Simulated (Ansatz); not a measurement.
# A series in volume scale on AgB₂

All results are calculated (Ansatz 0.2.0). Free energy against uniform scaling of the volume at fixed shape and fractions; periodic cell, basis, potentials, k mesh and filling as listed.

The cell before it is scaled or strained (space group P6/mmm, No. 191):
```
cell vectors (Å)
   3.0268     0.0000     0.0000
  -1.5134     2.6213     0.0000
   0.0000     0.0000     4.0639
atoms (fractions of the cell vectors)
Ag  0.00000  0.00000  0.00000
B   0.33333  0.66667  0.50000
B   0.66667  0.33333  0.50000
```

Settings of every row: functional PBEsol; dispersion none; potentials PAW; wave cutoff 653.07 eV; density cutoff 2612.3 eV; k mesh 11x11x7; k shift 0x0x0; occupations methfessel paxton; smearing width 0.1 eV; spin none.

Limits: coarse k mesh, up to 40 meV an atom off; the cell comes from a prototype or a list of computed structures and needn't be the stable phase.

| row | volume scale | V (Å³/atom) | energy above lowest point (meV/atom) | pressure (GPa) |
| --- | --- | --- | --- | --- |
| 1 | 0.9 | 9.673 | 26.7 | 13.41 |
| 2 | 0.925 | 9.942 | ? | ? |
| 3 | 0.95 | 10.21 | 0.6 | 2.62 |
| 4 | 0.975 | 10.479 | 0 | -1.76 |
| 5 | 1 | 10.748 | 6.2 | -5.59 |
| 6 | 1.025 | 11.017 | 18.5 | -8.94 |
| 7 | 1.05 | 11.285 | 36 | -11.86 |
| 8 | 1.075 | 11.554 | 58.1 | -14.41 |
| 9 | 1.1 | 11.823 | 84.1 | -16.63 |

Question: what energy above lowest point and pressure should row 2 give?

Worked fit of energy above lowest point. Take u = (V_r/V)^(2/3) − 1 with V_r = 10.883 Å³ an atom, which is twice the finite (Eulerian) strain; such expansions in the strain, on which the Birch-Murnaghan equation of state is built, carry the rest volume and the bulk modulus. The shown rows have u = 0.08175, 0.04347, 0.02554, 0.00836, -0.00813, -0.02389, -0.0391, -0.05373. Least squares give energy above lowest point = 11.71 − 748.1 × u + 11254 × u² + 1732 × u³ meV/atom; a parabola predicts inner rows, each left out in turn, worse (root mean square 0.13 against 0.045 meV/atom). All shown rows lie on it to the printed digit. Its lowest point lies at u = 0.0330, or V = 10.37 Å³ an atom, and the curvature there gives the bulk modulus at fixed shape and fractions, B = (4/9)(1 + u)² E″(u)/V = 167 GPa. Letting shape and atoms relax would as a rule lower it, by much in layered, chain or molecular crystals. The withheld row has u = 0.06214, so the fit gives 11.71 − 748.1 × (0.06214) + 11254 × (0.06214)² + 1732 × (0.06214)³ = 9.1 meV/atom.

The calculation gave 9.1 meV/atom. The fit meets it to the printed digit.

Worked fit of pressure. Take u = (V_r/V)^(2/3) − 1 with V_r = 10.883 Å³ an atom, which is twice the finite (Eulerian) strain; such expansions in the strain, on which the Birch-Murnaghan equation of state is built, carry the rest volume and the bulk modulus. The shown rows have u = 0.08175, 0.04347, 0.02554, 0.00836, -0.00813, -0.02389, -0.0391, -0.05373. Least squares give pressure = −7.332 + 202.89 × u + 581 × u² + 497 × u³ GPa; a parabola predicts inner rows, each left out in turn, worse (root mean square 0.04 against 0.0082 GPa). The rows lie off it by 0.00, -0.01, 0.00, 0.00, 0.00, -0.01, 0.00, 0.00. The pressure vanishes at u = 0.0329, or V = 10.37 Å³ an atom, and there the bulk modulus at fixed shape and fractions is B = −V dP/dV = (2/3)(1 + u) dP/du = 167 GPa. Letting shape and atoms relax would as a rule lower it, by much in layered, chain or molecular crystals. The withheld row has u = 0.06214, so the fit gives −7.332 + 202.89 × (0.06214) + 581 × (0.06214)² + 497 × (0.06214)³ = 7.64 GPa.

The calculation gave 7.65 GPa. The fit lies 0.01 GPa (0.033 % of the column's range) below it, one unit of the last digit.
